**Q:** I have r2SCAN band levels for a crystal and would like to know where HSE06 would put them. Can I forecast the HSE06 levels at one k point from what happened at the others?

**A:** Let us try it with a point whose row is covered up. A k point labels one wave pattern of the electrons through the crystal, and each pattern has its own ladder of levels. In the table, v1 is the highest filled level of that ladder and c1 the lowest empty one. At each level of theory, energies are counted from that theory's own valence top, the highest filled level of the whole crystal.

Band levels of SiC3, a 4-atom ordered alloy on the diamond lattice (P-4m2), from Ansatz 0.2.0 with plane-wave PAW, no spin polarisation and the r2SCAN-relaxed cell. The cheaper level is r2SCAN (500 eV cutoff, 10×10×6 k mesh), the costlier one HSE06 (420 eV, 6×6×4). Energies are counted from each level's own valence top; extra_v and extra_c are the k points of the PBE band edges.

| point name | band v1, cheaper level (eV) | band c1, cheaper level (eV) | band v1, costlier level (eV) | band c1, costlier level (eV) |
| --- | --- | --- | --- | --- |
| Gamma | ? | ? | ? | ? |
| X | -0.931 | 5.052 | -0.994 | 6.064 |
| M | -4.117 | 1.955 | -4.308 | 2.608 |
| Z | -1.529 | 2.948 | -1.588 | 3.842 |
| R | -0.815 | 3.235 | -0.871 | 4.127 |
| A | -6.595 | 5.962 | -6.934 | 6.682 |
| extra_v | 0.000 | 2.152 | 0.000 | 2.891 |
| extra_c | -4.151 | 1.645 | -4.341 | 2.331 |

The row for Gamma, the centre of the zone of k points, stays closed for now. When it is opened, its r2SCAN levels will be the input and its HSE06 levels the test.

**Q:** What should I remember from the rows that are open?

**A:** Two sizes. Going from r2SCAN to HSE06, the highest filled level v1 sinks by roughly a twentieth of its depth below the valence top. An empty level rises by most of an electronvolt. Both movements widen the distance between filled and empty levels, but they follow different rules.

**Q:** Why should a change of functional push the two kinds of level apart?

**A:** The cause lies in exchange, the part of the electron interaction that comes from the Pauli principle. Among other things, it must cancel the repulsion that an electron would otherwise feel from its own charge cloud. r2SCAN estimates exchange from local properties of the electron cloud, and the cancellation is incomplete. The leftover repulsion pushes filled levels too high.

HSE06 is built on PBE, a simpler functional with the same weakness, and replaces a quarter of its short-range exchange by exact exchange, worked out between the orbitals themselves. Every level gives up that quarter of semilocal exchange and receives exact exchange in its place. A filled orbital is expected to receive more than it gives up, because it overlaps with the whole set of filled orbitals, to which it belongs. An empty orbital lies outside that set and usually overlaps less with it, so it is expected to receive less than it gives up. Relative to the filled levels, the empty ones therefore move up. This is why HSE06 gaps usually exceed those of semilocal functionals. The table shows the movement but does not take the exchange term apart, and its shifts also contain the difference between r2SCAN and PBE.

**Q:** That explains a wider gap. Why do the filled levels also spread out among themselves?

**A:** Exact exchange does not favour all filled orbitals equally. Those deep in the valence band tend to be smooth bonding combinations that overlap strongly with the other filled orbitals, and they gain most. Those near the top have more nodes and gain less. Because we count from the valence top, we see only the extra gain of the deeper levels, and the band looks stretched.

The open rows fit this picture. At R, where v1 lies 0.8 eV below the top, it sinks by 0.06 eV. At A, where it lies 6.6 eV below, it sinks by 0.34 eV. Across the points below the top, v1 sinks by between 4 and 7 % of its depth. Depth is not the whole story, though. In the same runs the second-highest filled level at X goes from −4.130 to −4.232 eV, while v1 at M, almost equally deep, goes from −4.117 to −4.308 eV, nearly twice as far.

**Q:** Can you turn the stretch into a formula?

**A:** Let $E$ be the r2SCAN energy of a filled level, negative below the valence top. Suppose that HSE06 shifts it by $\delta_0 + aE$, the simplest smooth dependence on energy. The valence top, at $E=0$, shifts by $\delta_0$. Counted from the new top, the level then lies at

$$E' = E + (\delta_0 + aE) - \delta_0 = (1+a)\,E .$$

The common shift drops out and a single stretch factor remains. A least-squares line through zero, drawn over the seven open rows, gives $1+a = 1.049$. The row extra_v sits at zero by construction, so six rows really determine the factor.

As a worked case, take v1 at A. The rule gives $-6.595 \times 1.049 = -6.92$ eV, and HSE06 gives −6.93 eV. That row was part of the fit, so the agreement shows that one factor describes v1 well, not that it forecasts new points.

**Q:** And the empty levels? Do they stretch too?

**A:** Their main movement is a step. An empty level sits on the other side of the gap, so it keeps the difference between its own shift and that of the valence top. Call this difference $\Delta$; the rule is then $E' = E + \Delta$. If $\Delta$ were the same everywhere, the whole set of empty levels would move up as a block, which is known as a scissor shift.

The table shows that the block is not rigid. The rise of c1 runs from 0.65 eV at M to 1.01 eV at X. Height puts the rises in order only in part. At six of the open points the rise climbs roughly with the energy of c1, but A breaks the order: c1 at A lies above c1 at X, yet it rises less.

I also tried a rise that changes in a straight line with the r2SCAN energy of c1. When each open point in turn was left out and forecast from the rest, that version missed by 0.20 eV (root mean square). The plain average missed by 0.14 eV. I keep the average as the safer rule, knowing that the sloped line is worst at A, the one point that breaks the order, and that seven rows cannot settle the choice.

**Q:** Then commit yourself. What will HSE06 give at Gamma?

**A:** For v1, I forecast the r2SCAN value times about 1.05, within ±0.05 eV. It should sink, or stay at zero if it is the valence top itself. The nearer it lies to the top, the less a hit is worth, because the rule has then hardly anything left to get wrong.

For c1, I forecast the r2SCAN value plus 0.80 eV, within ±0.35 eV. The 0.80 eV is the average rise over the seven open rows. The width comes from their scatter, enlarged because there are so few of them, and is meant as a rough 95 % range. Named points of high symmetry are not a random sample, so treat that percentage as a guide.

**Q:** That is a wide range for c1. Is there no physics to narrow it?

**A:** There would be if I knew the shape of the empty orbital at Gamma. Exact exchange acts on an empty orbital through its overlap with the filled ones, so orbitals of different shape can rise by different amounts. I suspect that this is why the rises are uneven, but I have not tested it. Without that knowledge, the honest choice is to let the scatter set the width.

**Q:** Open the row.

The withheld rows as computed:

| point name | band v1, cheaper level (eV) | band c1, cheaper level (eV) | band v1, costlier level (eV) | band c1, costlier level (eV) |
| --- | --- | --- | --- | --- |
| Gamma | 0.000 | 2.151 | 0.000 | 2.890 |

**A:** For c1, the rule gives $2.151 + 0.799 = 2.95$ eV, with a range from 2.60 to 3.30 eV. HSE06 gives 2.89 eV. The forecast is 0.06 eV too high and well inside its range.

For v1, the answer is zero at both levels of theory. The rule had to give zero, whatever the stretch factor. That hit is empty: Gamma holds the valence top, and the valence top is where we chose to count from.

**Q:** The c1 forecast looks good, then.

**A:** Less good than it looks. Compare Gamma with extra_v, which was open all along. Their levels agree to 0.001 eV in both theories, and the runs place extra_v at (−0.003906, 0, 0) in units of the reciprocal lattice, right beside Gamma. The average I used already contained the answer as one of its seven entries.

We can repair the test by taking extra_v out. The average over the other six rises is $(7 \times 0.799 - 0.739)/6 = 0.81$ eV, whereas c1 at Gamma actually rises by 0.74 eV. The miss grows only to 0.07 eV. The average therefore works here without the duplicate, but this is one test at one point.

**Q:** Why is the forecast too high rather than too low?

**A:** Look at how the seven open rises are spread. Four of them, at M, extra_c, A and extra_v, lie between 0.65 and 0.74 eV. The other three, at R, Z and X, lie between 0.89 and 1.01 eV. The average falls between the two groups and describes no single point. The groups themselves should not be taken as a law: M and extra_c are close neighbours, and the second empty level rises by 0.76 eV at Z and 0.86 eV at Gamma, inside the stretch that c1 leaves empty.

Gamma belongs to the lower group, so the average overshoots. Had it belonged to the upper one, the average would have fallen short by about 0.1 to 0.2 eV. Apart from A, the lower group holds the lowest c1 levels, and c1 at Gamma is one of these. That is the real weakness of the rule: it gives the right size of the rise but cannot tell whether a new point will rise more or less than the average.

**Q:** The version with a slope would have done better at Gamma, wouldn't it?

**A:** It would: it gives a rise of 0.76 eV, only 0.02 eV too high. But it too was fitted with extra_v among its rows, and it did worse when the open points were forecast in turn. One closer hit does not outweigh that. The k meshes and the plane-wave cutoffs (500 and 420 eV) of the runs also differ, so I would not read physics into differences of a few hundredths of an electronvolt.

**Q:** I care about the gap, because it decides which light the material absorbs. Can I just add 0.80 eV to the r2SCAN gap?

**A:** You would get a fair first estimate, but a high one. The smallest gap among these points runs from extra_v to extra_c. It is indirect, which means that the electron must change its k point on the way up, usually with help from a lattice vibration. It grows from 1.65 eV in r2SCAN to 2.33 eV in HSE06, a gain of 0.69 eV. Adding the average rise would overshoot by about 0.11 eV, because extra_c belongs to the lower group.

The direct gap at Gamma, which light can bridge without such help if the symmetry of the two levels allows it, grows from 2.15 to 2.89 eV. The two gaps thus gain nearly the same amount, and their order stays as it was. The runs label extra_c as the conduction minimum of PBE, so k points that were not sampled could still make the gap of either theory somewhat smaller.

**Q:** Could I then run HSE06 for the gap alone and move all empty levels up by that 0.69 eV?

**A:** Near the band edge that serves well: c1 at Gamma would be off by about 0.05 eV. Higher up it can fail. At X, the same shift would leave c1 too low by $1.012 - 0.686 = 0.33$ eV, which matters if you want absorption well above the gap. For v1, use the stretch of about 5 % instead of a shift, since it holds to about 0.02 eV at each open point. Do not carry that factor over to the other filled bands. The second-highest stretches by only about 2.5 to 4 %: at X the rule gives −4.33 eV where HSE06 gives −4.232 eV. In the runs' full list of levels, the third-highest filled level at Gamma even rises, from −0.67 to −0.65 eV. That goes against the simple picture in which deeper levels always gain more.

Keep in mind what these numbers compare. They measure the distance between two theories for the same hypothetical ordered crystal, whose stability is not established and whose levels were not checked against a second program. They tell you what HSE06 would change, not how far either theory is from a real sample.
